How accurately does an uncorrelated relativistic calculation give the energy to remove one more electron from an ion of charge +12 with an open p or d shell, and which refinement buys the most? The candidates are letting the ion relax, resolving the shell into $j = l \pm 1/2$, resolving it into levels, adding Breit and QED terms, and adding correlation. The table sets two Dirac-Hartree-Fock averages beside the NIST values.

Ions of charge +12 from K to Kr, B-spline radial atomic code 1: Dirac-Coulomb Hartree-Fock at the basis limit, Fermi nucleus, averaged over the nl configuration or over the jj configuration that fills j = l − 1/2 first. Both IE columns are differences of self-consistent energies with first-order Breit, QED and recoil terms. NIST values run between ground levels.

| species | Z | electrons | configuration | jj occupations, species → ion | IE, nl average (eV) | IE, low j first (eV) | low j first less nl average (eV) | NIST table (eV) | kind of table value | stated uncertainty (eV) |
| --- | --- | --- | --- | --- | --- | --- | --- | --- | --- | --- |
| K12+ | 19 | 7 | [He] 2s2 2p3 | (2p1/2)2 (2p3/2)1 → (2p1/2)2 | 708.178 | 708.424 | 0.25 | 714.7 | semi-empirical | 0.5 |
| Ca12+ | 20 | 8 | [He] 2s2 2p4 | (2p1/2)2 (2p3/2)2 → (2p1/2)2 (2p3/2)1 | 734.653 | 734.204 | -0.45 | 728.6 | semi-empirical | 1.1 |
| Sc12+ | 21 | 9 | [He] 2s2 2p5 | (2p1/2)2 (2p3/2)3 → (2p1/2)2 (2p3/2)2 | 761.258 | 760.077 | -1.18 | 757.7 | semi-empirical | 1 |
| Mn12+ | 25 | 13 | [Ne] 3s2 3p1 | (3p1/2)1 → closed | 341.076 | 342.364 | 1.29 | 343.6 | semi-empirical | 0.7 |
| Fe12+ | 26 | 14 | [Ne] 3s2 3p2 | (3p1/2)2 → (3p1/2)1 | 356.164 | 356.189 | 0.03 | 361 | semi-empirical | 0.7 |
| Co12+ | 27 | 15 | [Ne] 3s2 3p3 | (3p1/2)2 (3p3/2)1 → (3p1/2)2 | 371.379 | 371.097 | -0.28 | 378.5 | semi-empirical | 0.7 |
| Ni12+ | 28 | 16 | [Ne] 3s2 3p4 | (3p1/2)2 (3p3/2)2 → (3p1/2)2 (3p3/2)1 | 386.721 | 386.080 | -0.64 | 384.5 | semi-empirical | 0.5 |
| Cu12+ | 29 | 17 | [Ne] 3s2 3p5 | (3p1/2)2 (3p3/2)3 → (3p1/2)2 (3p3/2)2 | 402.192 | 401.168 | -1.02 | 401 | semi-empirical | 0.3 |
| Ga12+ | 31 | 19 | [Ar] 3d1 | (3d3/2)1 → closed | 355.671 | 356.138 | 0.47 | 356 | theory | 3 |
| Ge12+ | 32 | 20 | [Ar] 3d2 | (3d3/2)2 → (3d3/2)1 | 363.764 | 364.599 | 0.84 | 367 | theory | 3 |
| As12+ | 33 | 21 | [Ar] 3d3 | (3d3/2)3 → (3d3/2)2 | 371.805 | 373.018 | 1.21 | 375 | theory | 3 |
| Se12+ | 34 | 22 | [Ar] 3d4 | (3d3/2)4 → (3d3/2)3 | 379.795 | 381.395 | 1.60 | 383 | theory | 3 |
| Br12+ | 35 | 23 | [Ar] 3d5 | (3d3/2)4 (3d5/2)1 → (3d3/2)4 | 387.736 | 386.255 | -1.48 | 393 | theory | 3 |
| Kr12+ | 36 | 24 | [Ar] 3d6 | (3d3/2)4 (3d5/2)2 → (3d3/2)4 (3d5/2)1 | 395.627 | 394.242 | -1.39 | 391 | theory | 4 |

IE is the ionisation energy, the difference of two self-consistent total energies. The nl average weights all states of a configuration $l^q$ ($q$ electrons in a shell of orbital angular momentum $l$) equally, for the species and for the ion left behind. "Low j first" averages only over the states with fixed occupations of the two subshells, the one with $j = l - 1/2$ filled first, and the next column is its excess over the nl average. NIST values run from ground level to ground level. They are semi-empirical for the p rows and theoretical, uncertain by 3 to 4 eV, for the d rows.

The nl average gives the gross structure. If each added electron screened the added proton perfectly, IE at fixed charge would be flat along a shell. Electrons of one shell screen each other only in part, so IE climbs, by 26.5 eV per element in 2p, 15.3 eV in 3p and 8.0 eV in 3d, and stays within 0.13 eV of a straight line in each shell. Each slope is a difference of two larger terms, which the runs for the +13 ions separate. From Ni to Cu, before the Breit and QED terms, the added proton raises IE by 51.7 eV at fixed filling and the added electron lowers it by 36.2 eV, near the in-shell repulsion $F^0$ of about 39 eV, leaving 15.5 eV. The straightness is a property of the average, which treats every pair in the shell alike. The NIST values are not straight: the 3p steps are about 17 eV except for 6.0 eV from Co to Ni, and Kr lies 2 eV below Br. The nl average is accordingly too low up to half filling and too high beyond it in all three shells (in 3d by less than twice the stated uncertainty, and for Ga by far less than it), with errors relative to NIST of −7.1 eV at Co (1.9 %, the largest) and +6.1 eV at Ca.

Two interactions split an open shell. One is the non-spherical part of the electron repulsion, measured by the Slater integrals $F^k$ ($F^2$ for p, $F^2$ and $F^4$ for d). The other is spin-orbit coupling, $\zeta\,\mathbf{l}\cdot\mathbf{s}$, which shifts a $j = l - 1/2$ electron by $-(l+1)\zeta/2$ and a $j = l + 1/2$ electron by $+l\zeta/2$. Both average to zero over the configuration once the mean is removed, so the nl average sees neither. What each column gets right follows from the limits in which one of them vanishes.

With $\zeta \to 0$ the ground state is the Hund term. Two p electrons repel on average by $F^0 - 2F^2/25$, and in the $^3P$ term by $F^0 - 5F^2/25$. Relative to the average, the ground terms of $p^2$, $p^3$ and $p^4$ lie at −3, −9 and −3 in units of $F^2/25$, while $p^1$ and $p^5$ have a single term and lie at zero. The IE shifts by the ion's value less that of the species: 0, +3, +6, −6, −3 for $q = 1$ to 5. Up to half filling the removed electron gives up exchange with parallel spins, and just beyond it removal creates the half-filled shell. Electron-hole symmetry makes the shift for $q$ equal and opposite to that for $4l + 3 - q$ at equal $F^k$, which pairs $p^3$ with $p^4$ and $d^5$ with $d^6$. This standard argument gives the sign change of the error and puts the break after half filling, where NIST has it.

With $F^k \to 0$ the $j$ occupations are exact quantum numbers, the low-j configuration is the ground state, and the difference of the two columns would be pure spin-orbit: $+\zeta$ for removal of p1/2, $-\zeta/2$ for p3/2, $+3\zeta/2$ for d3/2, $-\zeta$ for d5/2. The break would come when the lower subshell is full, after $p^2$ and $d^4$. The low-j column has its break there by construction: the difference jumps from +1.60 eV at Se to −1.48 eV at Br, one row before the break in NIST. These ions are therefore nearer the first limit. For Co, $\zeta$ is 1.9 eV against a spacing of $9F^2/25 = 6.6$ eV from $^4S$ to the next term, and in the 3d rows $\zeta$ is only 0.3 to 0.6 eV.

The low-j column also fails to return to the nl average when $\zeta \to 0$, because fixing the occupations picks a biased sample of the repulsion. A pair repels by $F^0$ within p1/2, by $F^0 - F^2/10$ across the subshells and by $F^0 - F^2/15$ within p3/2. The 1, 8 and 6 pairs of these kinds average to $F^0 - 2F^2/25$. Counting pairs and adding the spin-orbit shifts gives, for equal $\zeta$ and $F^2$ in species and ion,

$$\mathrm{IE}_{jj} - \mathrm{IE}_{nl} = \zeta,\quad \zeta - \tfrac{2F^2}{25},\quad -\tfrac{\zeta}{2} + \tfrac{F^2}{25},\quad -\tfrac{\zeta}{2} + \tfrac{2F^2}{75},\quad -\tfrac{\zeta}{2} + \tfrac{F^2}{75}$$

for $p^1$ to $p^5$. The two irregular p rows follow. Fe's 0.03 eV is a cancellation, in the model +1.53 eV of spin-orbit gain against −1.43 eV from the extra repulsion of the p1/2 pair. K has a positive difference although it loses a p3/2 electron, since its compact 2p shell makes the repulsion part the larger one. For $p^2$ the repulsion has the wrong sign altogether: it lowers IE by $2F^2/25$ where the Hund term raises it by $3F^2/25$. In the d shell a d3/2 pair repels less than average, so from Ge to Se the repulsion part grows by about a third of an eV per electron and exceeds the spin-orbit part at As and Se. The difference column is a pure spin-orbit shift only for Mn and Ga, and even there it is the shift of the lower level from the mean, two thirds and three fifths of the fine-structure splitting.

Between the limits, the matrix of $\sum_k F^k V_k + \zeta \sum_i \mathbf{l}_i\cdot\mathbf{s}_i$, with $V_k$ the angular factors, was diagonalised among all determinants of $l^q$ for species and ion. Nothing was fitted, either to NIST or to the IE columns. $F^k$ and $\zeta$ come from the orbitals of Cu for 3p and of Se for 3d. For 2p, $\zeta$ comes from the total energies of Sc and $F^2$ from the hydrogenic formula with the effective charge $Z_\mathrm{eff}$ implied by its mean radius. Other rows are scaled as $F^k \propto Z_\mathrm{eff}$ and $\zeta \propto Z Z_\mathrm{eff}^3$, with Slater's screening of 0.35 per electron of the same shell, which is an approximation. The printed output after this text gives every row. The model reproduces the difference column with an rms error of 0.07 eV and at worst 0.11 eV, well above the rounding of 0.005 eV and small against the effects at issue. This checks the inputs against the calculation they came from and says nothing about nature. The scaled $\zeta$ runs high away from its anchor in 3p, 1.40 against 1.29 eV at Mn. For Sc it is hardly independent at all.

Co12+, two steps from the Cu anchor, shows the steps. Its $Z_\mathrm{eff}$ is $19.88 - 2(0.65) = 18.58$, and the ion's is $18.58 + 0.35 = 18.93$. Then $F^2 = 19.75 \times 18.58/19.88 = 18.46$ eV and $F'^2 = 19.75 \times 18.93/19.88 = 18.81$ eV, while $\zeta = 1.89$ eV becomes $\zeta' = 1.89\,(18.93/18.58)^3 = 2.00$ eV. For the low-j column the spin-orbit part is $-2\zeta' + 1.5\zeta = -1.16$ eV and the repulsion part $2F'^2/25 - F^2/25 = +0.77$ eV, together −0.39 eV against −0.28 eV in the table. For the Hund terms the shift is $9F^2/25 - 3F'^2/25 = 6.65 - 2.26 = +4.39$ eV. The $^4S$ species has no first-order spin-orbit energy, whereas the ion's $^3P_0$ level drops by $\zeta'$, leaving $4.39 - 2.00 = 2.39$ eV, and mixing of terms brings this to 2.15 eV. The estimate is $371.38 + 2.15 = 373.53$ eV, still 5.0 eV below NIST's 378.5 eV. The shift needed is positive and the low-j column moves the other way, because its spin-orbit part outweighs its repulsion part. The model ground level of Co has only 0.38 of its weight in that jj configuration, so most of the Hund stabilisation is missed. For Br the weight is 0.06. Co and Br, both half filled, are the two rows that low j first makes worse. K, also half filled and with a weight of 0.30, escapes because its repulsion part is the larger one, but it gains only 0.25 eV.

Low j first is nearer NIST in the other twelve rows, but the gain is slight: the rms error over all rows falls from 4.3 to 4.0 eV and the largest error grows to 7.4 eV. It is the right choice in one limit, a single electron outside closed shells, where the jj configuration is itself the ground level. For Mn it halves the error, from −2.5 to −1.2 eV. Cu's agreement to 0.17 eV is of another kind. The species is a pure level there, but the ion is averaged over the levels of (3p3/2)², and the model puts the level-to-level shift at −2.99 eV against the −1.02 eV in the table. The near match then comes from an error of about 2 eV in the ion offsetting an error of the opposite sign, and it should not be carried to other ions. For Ga to Kr the differences between the columns are smaller than the stated uncertainty, so NIST can't rank them.

Adding the model's level shift to the nl average lowers the rms error from 5.5 to 1.8 eV in 2p, from 4.2 to 2.7 eV in 3p and from 3.7 to 0.7 eV in 3d. It improves every row except Cu, which goes from +1.2 to −1.8 eV, and it brings thirteen rows within 2.4 eV. The 3d figure is far inside the uncertainty of reference values that are themselves theory rounded to 1 eV, and it shows only that the pattern, including the drop from Br to Kr, is reproduced. The Hund term alone, without $\zeta$, leaves a tempting picture in 3p, with four of five residuals between −2.5 and −2.7 eV and a smaller rms than the full model. That constancy can't be taken as a uniform correlation error, because the spin-orbit shift it omits is real: the calculation itself gives 1.29 eV for Mn. In 2p and 3d the inclusion of $\zeta$ improves the agreement.

All eight p rows end below NIST after the level shift. That is the usual sign of missing correlation, since the species has more electron pairs than the ion, but no correlated value was computed and the attribution is argued. Mn gives the cleanest measure, −1.2 eV against an uncertainty of 0.7 eV, with no model involved. The individual residuals are soft. Reducing $F^k$ by 10 % moves K from −0.2 to −1.1 eV and Ca from −2.4 to −1.4 eV, and the model keeps the radial functions of the average for every level. Co is not soft in this way: it stays seven stated uncertainties off and gets worse with smaller $F^2$. Near-degenerate $3s^2 \to 3p^2$ mixing would act the wrong way, since it lowers the $^3P$ ion and has no $^4S$ partner in the species. Correlation of the size left over in the other p rows would close at most half of the gap. The rest is unexplained here, and the semi-empirical value is as open to doubt as the calculation.

Two smaller steps bracket these. Taking minus the orbital energy (for Cu and Se the mean over the two $j$, weighted by degeneracy; the highest level of Cu alone lies below the energy difference) in place of the energy difference neglects relaxation of the ion and overshoots by 2.6 eV for Sc (low-j run), 0.9 eV for Cu and 2.2 eV for Se, the three rows examined. Breit, QED and recoil terms together lower IE in every row, by 0.23 to 0.33 eV in 2p, 0.10 to 0.16 eV in 3p and under 0.05 eV in 3d, and the small 3d figure is largely a cancellation: the Breit shift of the 3d orbitals of Se, 0.16 to 0.23 eV, is not far below that of the 3p orbitals of Cu, 0.22 to 0.30 eV, but most of it is offset by the change in the shells that remain. They are below the stated uncertainty in every row. The self-energy is good only to 10 to 30 % for $n > 2$, which is immaterial when the total self-energy of Cu changes by only about 0.01 eV on ionisation.

For a purpose that tolerates 2 %, such as placing shell steps or thresholds in a charge-state balance, either average serves in all rows, at two self-consistent runs per value, and the nl average has the merit of a known, sign-predictable error. A second pair of runs in the jj configuration is worth making for one electron outside a closed shell; at half filling it does harm (Co, Br) or gains next to nothing (K). For a few eV the levels must be resolved in both species and ion, which costs a matrix of at most 252 determinants once the radial integrals exist and is the largest gain on offer, though Co shows that 5 eV can remain. To match the 0.3 to 1.1 eV of the semi-empirical values, correlation is the step that remains, and the spaces then grow by orders of magnitude; nothing here shows that it closes every row, Co least of all. The first-order Breit and QED terms are cheap and can be kept, but they decide nothing until that stage. The order should shift along an isoelectronic series, since $\zeta$ grows roughly as the fourth power of the effective nuclear charge and $F^k$ as the first. The jj weight of the ground level then rises, the break moves from half filling towards the filling of the lower subshell, and the low-j average becomes the better starting point.

Numerical output:

```
anchor 2p: Z=21 Zeff(<r>)=17.02 F^k=[40.71] eV zeta=3.104 eV
anchor 3p: Z=29 Zeff(<r>)=19.88 F^k=[19.75] eV zeta=2.482 eV
anchor 3d: Z=34 Zeff(<r>)=20.60 F^k=[24.22 15.48] eV zeta=0.479 eV
A (eV): ion shell F2 zeta | diff model = SO + repulsion, resid | Breit+QED+recoil, jj weight of level
K12+  2p3 37.6 2.21 | +0.25 +0.16 = -1.41 +1.57, -0.09 | -0.230 0.30
Ca12+ 2p4 39.2 2.63 | -0.45 -0.50 = -1.57 +1.08, -0.05 | -0.276 0.81
Sc12+ 2p5 40.7 3.10 | -1.18 -1.19 = -1.75 +0.55, -0.01 | -0.326 1.00
Mn12+ 3p1 17.2 1.40 | +1.29 +1.40 = +1.40 -0.00, +0.11 | -0.103 1.00
Fe12+ 3p2 17.8 1.63 | +0.03 +0.11 = +1.53 -1.43, +0.08 | -0.115 0.82
Co12+ 3p3 18.5 1.89 | -0.28 -0.39 = -1.16 +0.77, -0.11 | -0.128 0.38
Ni12+ 3p4 19.1 2.17 | -0.64 -0.74 = -1.27 +0.52, -0.10 | -0.143 0.87
Cu12+ 3p5 19.8 2.48 | -1.02 -1.11 = -1.37 +0.27, -0.09 | -0.158 1.00
Ga12+ 3d1 21.9 0.32 | +0.47 +0.49 = +0.49 -0.00, +0.02 | -0.005 1.00
Ge12+ 3d2 22.7 0.37 | +0.84 +0.86 = +0.53 +0.33, +0.02 | -0.011 0.78
As12+ 3d3 23.5 0.42 | +1.21 +1.25 = +0.57 +0.68, +0.04 | -0.018 0.44
Se12+ 3d4 24.2 0.48 | +1.60 +1.65 = +0.61 +1.04, +0.05 | -0.026 0.33
Br12+ 3d5 25.0 0.54 | -1.48 -1.47 = -0.70 -0.77, +0.01 | -0.034 0.06
Kr12+ 3d6 25.7 0.61 | -1.39 -1.38 = -0.76 -0.63, +0.01 | -0.044 0.29
diff model: rms 0.07 eV, worst Mn12+; rounding of diff 0.005, NIST 0.05 (p) or 0.5 (d) eV
B (eV): ion | shift LS, level | calc-NIST: nl (%), jj, nl+LS, nl+level, level 0.9F | unc, level/unc
K12+  | +8.92 +6.35 | -6.52 (-0.91) -6.28 +2.40 -0.17 -1.08 | 0.5 -0.3
Ca12+ | -9.70 -8.40 | +6.05 (+0.83) +5.60 -3.65 -2.35 -1.39 | 1.1 -2.1
Sc12+ | -4.99 -5.53 | +3.56 (+0.47) +2.38 -1.43 -1.98 -1.52 | 1.0 -2.0
Mn12+ | -0.00 +1.40 | -2.52 (-0.73) -1.24 -2.52 -1.12 -1.12 | 0.7 -1.6
Fe12+ | +2.14 +2.46 | -4.84 (-1.34) -4.81 -2.70 -2.38 -2.55 | 0.7 -3.4
Co12+ | +4.39 +2.15 | -7.12 (-1.88) -7.40 -2.73 -4.97 -5.42 | 0.7 -7.1
Ni12+ | -4.71 -3.70 | +2.22 (+0.58) +1.58 -2.49 -1.48 -1.04 | 0.5 -3.0
Cu12+ | -2.41 -2.99 | +1.19 (+0.30) +0.17 -1.22 -1.80 -1.60 | 0.3 -6.0
Ga12+ | +0.00 +0.49 | -0.33 (-0.09) +0.14 -0.33 +0.16 +0.16 | 3.0 +0.1
Ge12+ | +2.82 +3.05 | -3.24 (-0.88) -2.40 -0.42 -0.19 -0.47 | 3.0 -0.1
As12+ | +3.00 +2.97 | -3.19 (-0.85) -1.98 -0.20 -0.23 -0.53 | 3.0 -0.1
Se12+ | +3.19 +2.96 | -3.20 (-0.84) -1.61 -0.02 -0.25 -0.55 | 3.0 -0.1
Br12+ | +6.34 +5.34 | -5.26 (-1.34) -6.75 +1.07 +0.07 -0.58 | 3.0 +0.0
Kr12+ | -6.97 -6.35 | +4.63 (+1.18) +3.24 -2.34 -1.73 -1.03 | 4.0 -0.4
2p rms/mean/max eV: nl 5.53/+1.03/6.52; jj 5.05/+0.57/6.28; nl+LS 2.65/-0.89/3.65; nl+level 1.78/-1.50/2.35; level,0.9F 1.34/-1.33/1.52
3p rms/mean/max eV: nl 4.17/-2.21/7.12; jj 4.05/-2.34/7.40; nl+LS 2.40/-2.33/2.73; nl+level 2.72/-2.35/4.97; level,0.9F 2.86/-2.35/5.42
3d rms/mean/max eV: nl 3.66/-1.77/5.26; jj 3.37/-1.56/6.75; nl+LS 1.08/-0.37/2.34; nl+level 0.73/-0.36/1.73; level,0.9F 0.61/-0.50/1.03
all rms/mean/max eV: nl 4.30/-1.33/7.12; jj 4.02/-1.38/7.40; nl+LS 2.02/-1.18/3.65; nl+level 1.88/-1.32/4.97; level,0.9F 1.86/-1.34/5.42
IE(nl) slope eV/Z (max dev. from line): 2p 26.54 (0.04), 3p 15.28 (0.13), 3d 7.99 (0.08)
NIST steps eV per row: 2p [13.9 29.1]; 3p [17.4 17.5  6.  16.5]; 3d [11.  8.  8. 10. -2.]
relaxation (Koopmans - Delta-SCF, Dirac-Coulomb) eV: Sc(jj) 2.56, Cu(nl) 0.89, Se(nl) 2.24
jj nearer NIST than nl in 12 of 14 rows; max|diff| 1.60, max|Breit+QED+recoil| 0.33 eV; largest matrix 252
```
